Margin comments on the reflection approximation, worked for H₂⁺ 1sσg → 2pσu

1. Beside "σ(E) ∝ E |ψ(r_E)|² / |dV′/dr|"

Two energies occur in this line. The prefactor is the photon energy E = hν. The turning point belongs to the total energy on the upper curve, ε = E + E_v, so r_E is defined by V′(r_E) = ε. Here ε and E_v are counted from the minimum of the lower curve V″, and x = r − r_e. For a Σ–Σ transition of randomly oriented molecules, with rotation summed over and a transition dipole e·d independent of r (Condon approximation),

σ(E) = (4π²α/3) E d² P(ε),  P(ε) = |⟨χ_ε|ψ_v⟩|²,

where α is the fine-structure constant and χ_ε is normalised to δ(ε − ε′), so that ∫P dε = 1. The approximation concerns P, that is σ/E. Whatever is called "Gaussian" below is σ/E, not σ.

2. The smallest model that can be solved exactly

Take a harmonic lower curve and a straight upper one:

V″ = ½μω²x²,  V′ = V₀ − Fx,  F = −dV′/dr > 0,
ψ₀ = (πb²)^(−1/4) exp(−x²/2b²),  b² = ħ/(μω).

Typical inputs for H₂⁺ are ω/2πc = 2320 cm⁻¹, r_e = 1.06 Å, V₀ = 11.8 eV, F = 16.5 eV/Å and d = 1.05 a₀, with μ = m_p/2. Then ħω = 0.2876 eV, b = 0.1699 Å and Δ ≡ Fb = 2.80 eV. The origin r = 0 lies 6.2 b away, so x may run over the whole line. Digits beyond the second or third serve only to compare versions of this model with each other.

3. Beside "replace the continuum function by a delta function"

The weight of the delta function is seldom derived. With the turning point x_ε = (V₀ − ε)/F and the length ℓ³ = ħ²/(2μF), the equation on the upper curve reads ℓ³χ″ = (x_ε − x)χ, which is Airy's equation. The Fourier transform of Ai is a pure phase, exp(ik³/3), so shifted Airy functions are orthonormal, ∫Ai(s − s₁)Ai(s − s₂) ds = δ(s₁ − s₂), and the energy-normalised solution is

χ_ε(x) = Ai((x_ε − x)/ℓ) / (ℓ√F).

The same transform gives ∫Ai(s) exp(ps) ds = exp(p³/3) for p > 0. Expanding in p, the zeroth moment of Ai is 1, the first and second vanish, and the third is 2 (as limits p → 0⁺). The zeroth moment turns χ_ε into F^(−1/2) δ(x − x_ε) as ℓ → 0, hence P = ψ²(x_ε)/F. With y = (ε − V₀)/Δ = −x_ε/b and v″ = 0,

P_refl = exp(−y²)/(√π Δ),  FWHM = 2√(ln 2) F √(ħ/μω) = 4.67 eV.

4. Why it works although ℓ is not small

Here ℓ = 0.0631 Å and b/ℓ = 2.69, hardly a separation of scales. The vanishing moments rescue the approximation. Put x = x_ε − ℓs, write the Taylor shift of ψ as exp(−ℓs ∂/∂x), and integrate over s with the formula above:

⟨χ_ε|ψ⟩ = F^(−1/2) exp(−(ℓ³/3) ∂³/∂x³) ψ at x = x_ε.

The first correction is cubic in ℓ/b. Define γ = ħω/Δ = 0.1026. Since ħ²/μ = b²ħω, (ℓ/b)³ = γ/2 = 0.0513. At x = −yb one has b³ψ₀‴ = (y³ − 3y)ψ₀, so the amplitude gains the factor 1 + (γ/2)(y − y³/3), and

P = P_refl [1 + γ(y − y³/3) + O(γ²)].

The condition is therefore Fb ≫ ħω: the upper curve must fall by many vibrational quanta across the width of the bound state.

5. The closed form

The Gaussian average of an Airy function is again an Airy function:

(4πa)^(−1/2) ∫exp(−(s − z)²/4a) Ai(s) ds = exp(az + 2a³/3) Ai(z + a²).

Both sides obey ∂u/∂a = ∂²u/∂z² (on the right use Ai″(t) = t Ai(t)) and both reduce to Ai(z) at a = 0. The overlap has this form with a = b²/2ℓ² and z = x_ε/ℓ = −y√(2a). Squaring,

P(ε) = (4a√π/Δ) exp(2az + 4a³/3) Ai²(z + a²).

Here a = 3.621 and a³ = 1/(2γ²) = 47.5, which is the Huang–Rhys factor of a displaced oscillator with the same frequency and the same slope at x = 0. The argument of Ai is large across the band, so its decaying asymptotic form applies, Ai²(t) ≈ exp(−2ζ)(1 − 5/(36ζ))/(4π√t) with ζ = (2/3)t^(3/2). Setting t = a²(1 + w), w = −2γy, and expanding in w,

ln(P/P_refl) = γ(y − y³/3) + γ²(y² − y⁴/4 − 5/12) + O(γ³).

The ratio to the reflection result across the band, with E = ε − ħω/2:

y     E/eV    P/P_refl exact   1 + γ(y − y³/3)
−2    6.05    1.066            1.068
−1    8.85    0.937            0.932
0     11.66   0.996            1.000
1     14.46   1.074            1.068
2     17.26   0.930            0.932

The delta function is off by about 7 % on the flanks, with opposite sign on the two sides. Far out it fails qualitatively. The exact P has zeros where Ai does, the first at z + a² = −2.338, or y = 5.7. That lies beyond any intensity and near r = 0, where a straight line means nothing for this ion.

6. Beside "the width is 2√(ln 2) F b"

The first-order term is odd in y, so it moves both half-height points the same way and leaves the width alone. From the second-order expression, the maximum lies at y = γ/2, and with s = y − γ/2 the drop from it is −s² − γs³/3 + γ²(s²/2 − s⁴/4). Setting this equal to −ln 2 and solving order by order,

FWHM = 2√(ln 2) Δ [1 + (1/4 − ln 2/18)γ² + …].

The coefficient is 0.2115, the correction 0.22 %, and the closed form gives 4.68 eV against 4.67 eV. The width is the best-founded part of the general statement.

7. Where the band lies: three answers

The turning-point rule puts both mean and maximum at ε = V₀, that is at E = V₀ − ħω/2 = 11.66 eV. Neither is right to order ħω. The time-domain form shows why. In momentum space the force shifts p by Ft and the kinetic energy adds a phase ∫(p + Ft′)²dt′/2μħ, taken from 0 to t. Centring p on the midpoint of the shift leaves a Gaussian integral, and with energies counted from V₀,

C(t) = ⟨ψ₀|exp(−iH′t/ħ)|ψ₀⟩ = exp(−Δ²t²/4ħ²) · exp(−iF²t³/24μħ) · (1 + iωt/2)^(−1/2).

P is the Fourier transform of C. The first factor alone is the reflection result: the packet leaves its own footprint in 2ħ/Δ = 0.47 fs, against a vibrational period of 14.4 fs. The other two factors come from the kinetic energy. From ln C = Σκ_n(−it/ħ)ⁿ/n! the cumulants of ε − V₀ are exact:

κ₁ = ħω/4,  κ₂ = Δ²/2 + (ħω)²/8,  κ₃ = −Δ²ħω/4 + (ħω)³/8.

The mean lies κ₁ = 0.072 eV above V₀, because the zero-point kinetic energy is carried over to the upper curve; the mean photon energy of P is V₀ − ħω/4 = 11.73 eV. The rms width is 1.984 eV against Δ/√2 = 1.982 eV, and the skewness κ₃/κ₂^(3/2) is −0.072. The maximum at y = γ/2 means ε = V₀ + ħω/2: the closed form puts it 0.143 eV above V₀, against ħω/2 = 0.144 eV. In photon energy the maximum is thus at 11.80 eV, the vertical gap itself. The zero-point energy that the turning-point rule subtracts is restored by the first correction.

8. The other reflection principle

Some books reflect in the difference potential, E = V′(r) − V″(r), which conserves the momentum instead of setting it to zero. Because (H′ − E_v)ψ_v = (V′ − V″)ψ_v, this version has the first two moments of P exact for any pair of curves in the Condon approximation. It is not uniformly better. In the model its third cumulant is −3Δ²ħω/4 − (ħω)³/8, three times too large at leading order, while the turning-point version has zero. The missing piece is (ħ²/2μ)⟨(dV′/dx − dV″/dx)²⟩ = Δ²ħω/2 + (ħω)³/4, which restores κ₃. The two versions and the exact result differ only at relative order γ.

9. Beside "temperature multiplies the width by √coth(ħω/2kT)"

With q = exp(−ħω/kT), Mehler's formula sums the Boltzmann-weighted densities to a Gaussian:

Σ(1 − q)qᵛ ψ_v²(x) = (πb²η)^(−1/2) exp(−x²/b²η),  η = (1 + q)/(1 − q) = coth(ħω/2kT).

Reflecting it in the line V₀ − Fx replaces Δ by Δ√η. The unstated step is that all levels were mapped onto one photon axis, although E = ε − E_v differs from level to level. Comment 8 gives the exact moments of E over the ensemble, as averages of V₀ − Fx − ½μω²x² over the thermal Gaussian:

mean = V₀ − ħωη/4,  variance = Δ²η/2 + (ħωη)²/8.

The turning-point rule applied level by level gives V₀ − ħωη/2 and Δ²η/2 + (ħω)²(η² − 1)/4 instead, the last term being the variance of E_v. So the coth law is the leading term, with relative correction γ²η/4 in the variance; at high temperature this is the condition ħω·kT ≪ Δ².

For this ion η = 1.00003 at 300 K, so there is no thermal broadening to see. At 3000 K, with 67 % of the ions in v″ = 0, η = 1.979, √η = 1.407 and the Gaussian FWHM is 6.57 eV. The exact rms width exceeds Δ√(η/2) by 0.26 %, the level-by-level rule overshoots it by 0.39 %, and the mean lies 0.14 eV below V₀. Ions made by ionising H₂ are generally not thermal in v″, and for them the weights qᵛ do not apply.

10. Higher levels

The smooth thermal sum hides a faster failure of single levels. The operator of comment 4 gives a component of wave number k the phase ℓ³k³/3. The largest local wave number of ψ_v is √(2v + 1)/b, so the phase reaches γ(2v + 1)^(3/2)/6, which is one radian at v ≈ 7. Near that level the reflected nodes of ψ_v are displaced by a sizeable part of their spacing, even on a straight upper curve. On the real curve the outer lobes of such levels also meet a much smaller slope, which raises the local γ.

11. What the model leaves out is larger than what it corrects

If a small term adds λx/b to ln σ near the centre, the maximum of exp(−x²/b²) moves to x = λb/2 and the photon energy by −λΔ/2. Four such terms, each to first order:

The factor E. ln E contributes −Fx/V₀, and the maximum moves by +Δ²/2V₀ = +0.33 eV. This is the reason σ itself is not Gaussian.

Curvature of V′. With +½Kx² and a typical K = 32 eV/Å², the weight 1/|dV′/dr| = 1/(F − Kx) favours large r. The maximum moves by −Kb²/2 = −0.46 eV. The third cumulant becomes 3Δ²Kb²/4 at leading order, a skewness of +0.7, ten times the kinetic value of comment 7 and of opposite sign.

The dipole. This is a charge-resonance transition, with d → r/2 at large r. For an assumed d ∝ r near r_e, d² contributes 2x/r_e and the shift is −Fb²/r_e = −0.45 eV.

Anharmonicity of V″. For a Morse curve with range parameter β, β²b² = 2x_e, and the ground state ψ ∝ exp[−(1/β²b² − ½)βx − exp(−βx)/β²b²] peaks at βx = −ln(1 − x_e) ≈ x_e, or x = βb²/2. A typical ω_e x_e = 66 cm⁻¹ gives βb = 0.239 and a shift −Δβb/2 = −0.33 eV.

Each exceeds the 0.144 eV at stake in comment 7. Their sum is −0.9 eV, which places the model's absorption maximum near 10.9 eV; the second-order terms are of order (shift)²/Δ = 0.3 eV, so the last digit is uncertain. All four can be put into the general formula E d²(r_E) |ψ(r_E)|²/|dV′/dr|, and none requires giving up the delta function. For H₂⁺ in v″ = 0 it is the straight line, the constant dipole and the harmonic well that limit the Gaussian band, not the reflection step.

12. The absolute scale

At E = V₀ the Gaussian has P = 1/(√π Δ) = 0.201 eV⁻¹, and 4π²α/3 = 0.0960, so the uncorrected Gaussian model has the peak cross section σ = 7.0 × 10⁻¹⁸ cm² = 7.0 Mb. Terms linear in x change the height of a maximum only at second order, since the maximum of −u² + λu is λ²/4. This change is positive, and for the four terms of comment 11 together it is (shift/Δ)² = 0.11 in ln σ. Normalisation of ψ takes part of it back: the anharmonic term moves the density without raising it, which removes (0.33 eV/Δ)² = 0.014, and the peak of the normalised Morse density lies 1.7 % below the harmonic one. Evaluating E d²|ψ|²/|dV′/dr| directly with all four terms, the normalised Morse density and E = V′(x) raises the peak by 9 %, to between 7.5 and 8 Mb. To one figure the model's peak cross section is 8 Mb, and the Gaussian value of 7.0 Mb lies below it.